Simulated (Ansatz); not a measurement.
# Ionic part of the dielectric constant of BP at 40 GPa, mode by mode

The calculation used Ansatz, DFT LDA, scalar-relativistic, plane waves, PAW. Plane waves to 420 eV; Γ-centred k mesh 12×12×12; fixed occupations. No spin polarisation. Phonons by linear response, acoustic sum rule imposed.

Symmetry: F-43m, No. 216, cubic system. Conventional cell: a = 4.247 Å, b = 4.247 Å, c = 4.247 Å, α = 90.00°, β = 90.00°, γ = 90.00°. B (site symmetry -43m) has 4 P at 1.84 Å as nearest neighbours. P (site symmetry -43m) has 4 B at 1.84 Å as nearest neighbours.

Other phases may be more stable at this pressure. The bands were filled as in an insulator; under compression the gap may have closed between mesh points.

The primitive cell has V = 19.15 Å³ and ε∞,yy = 9.181. Each polar mode adds Δε = (4.92064×10⁷/V)·S/ν² along y, with S its oscillator strength in e²/amu, ν in cm⁻¹ and V in Å³.

Question: From these modes, find each Δε and ε0,yy.
```json
{"ν (cm⁻¹)": "968.1", "S_yy (e²/amu)": "0.1782"}
```

Answer:
```json
{"ν (cm⁻¹)": "968.1", "Δε": "0.49"}
```

The sum is 0.488, so ε0,yy = 9.67; the run's tensor has 9.67.

Question: Where do the longitudinal modes lie for a wave vector along y?

Answer: At 994 cm⁻¹. The Lyddane–Sachs–Teller product Π(ν_LO/ν_TO)² = 1.05 matches ε0/ε∞ = 1.05.

Cost: 1 run of about 1.1 core-minutes, on Intel Xeon Processor @ 2.50GHz (Skylake/Cascade Lake) (shared hosts).

The static dielectric response of compressed BP is almost entirely electronic: the lattice adds only 0.49 to an ε∞ of 9.181. This is typical of a strongly covalent zinc-blende compound. Boron and phosphorus differ little in electronegativity, and the oscillator strength probably owes more to charge redistributed along the bonds as the sublattices move than to any static ionic charge. Short, stiff bonds and the light boron atom also place the transverse mode at 968.1 cm⁻¹, and because the contribution falls with the square of the frequency, even a clearly infrared-active mode polarises the lattice only slightly in a static field.

The modest rise to 994 cm⁻¹ for the longitudinal mode reflects the same weak polar coupling, since the large electronic polarisability screens the macroscopic field that stiffens this vibration. Cubic symmetry makes the result hold for any field direction. As the oscillator strength is quadratic in the Born charges, it doesn't reveal which atom carries the negative dynamical charge, a real question in BP, where the usual cation and anion roles are not clear-cut.
